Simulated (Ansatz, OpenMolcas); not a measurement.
Computed against measured: dipole moment

8 molecules holding an element from Na to Cl; the dipole moment in D, computed less measured. Shapes, held fixed at every level: PBE0-D4/def2-TZVP. No vibrational averaging. Dipoles are compared by magnitude; molecules under 1 D, whose direction can flip, are left out. Programs: Ansatz 0.2.0, OpenMolcas 26.06. Measured values: NIST CCCBDB.

Levels: A = r2SCAN-D4/def2-TZVPP; B = B3LYP/6-31G* (Cartesian functions); C = B3LYP-D4/def2-TZVPP.

```
                     molecule  measured      A      B      C
      HCl (hydrogen chloride)      1.08  +0.14  +0.38  +0.11
NS (Mononitrogen monosulfide)      1.81  -0.01  -0.08  +0.08
     CH2Cl2 (dichloromethane)      1.60  +0.06  +0.21  +0.03
 CH2ClF (chlorofluoromethane)      1.82  -0.05  +0.03  -0.04
        CH3Cl (chloromethane)      1.87  +0.05  +0.14  +0.01
        SiH3Cl (chlorosilane)      1.31  -0.09  +0.37  -0.06
    SO2F2 (sulfuryl fluoride)      1.12  +0.02  +0.06  +0.01
        C2H3Cl (SMILES C=CCl)      1.45  -0.09  +0.06  -0.10
```

**Question.** Sum up the errors.

**Answer.** 
```
                             level           kind  mean error  mean absolute error  worst case
              r2SCAN-D4/def2-TZVPP       meta-GGA      +0.004                0.064         HCl
B3LYP/6-31G* (Cartesian functions)  global hybrid      +0.146                0.166         HCl
               B3LYP-D4/def2-TZVPP  global hybrid      +0.005                0.055         HCl
```

On this set B3LYP-D4/def2-TZVPP has the smallest mean absolute error and B3LYP/6-31G* (Cartesian functions) the largest. B3LYP/6-31G* (Cartesian functions) is too high in 7 of 8. The tabulated value of HCl is in doubt (older tables, estimates, or at odds with other calculations) and kept here. Over the 7 molecules whose values aren't doubted the mean absolute errors are A 0.053; B 0.136; C 0.047. The smallest two are near a tie. Open shells run unrestricted. The set is small.

The basis set matters more here than the choice between meta-GGA and hybrid. The two B3LYP columns share their geometries, and the D4 term adds energy without changing the density, so their differences reflect the basis. Going to def2-TZVPP lowers every dipole except that of NS, which rises. The smaller set probably gives too little freedom for the chlorine lone pairs and the polar bonds to polarise, leaving too much charge separation.

Chlorosilane shows this most clearly, its error going from +0.37 to -0.06 D. Its hydridic Si–H bonds oppose the Si–Cl bond dipole, whereas the C–H bonds of chloromethane reinforce C–Cl. A net moment left by partial cancellation is likely to be more sensitive to small errors in the density.

The smaller basis comes slightly closer for CH2ClF and C2H3Cl, which suggests compensating basis and functional errors. Likewise, the near-zero mean errors of the two larger-basis levels reflect cancellation between molecules of opposite sign, not uniformly accurate charge distributions.
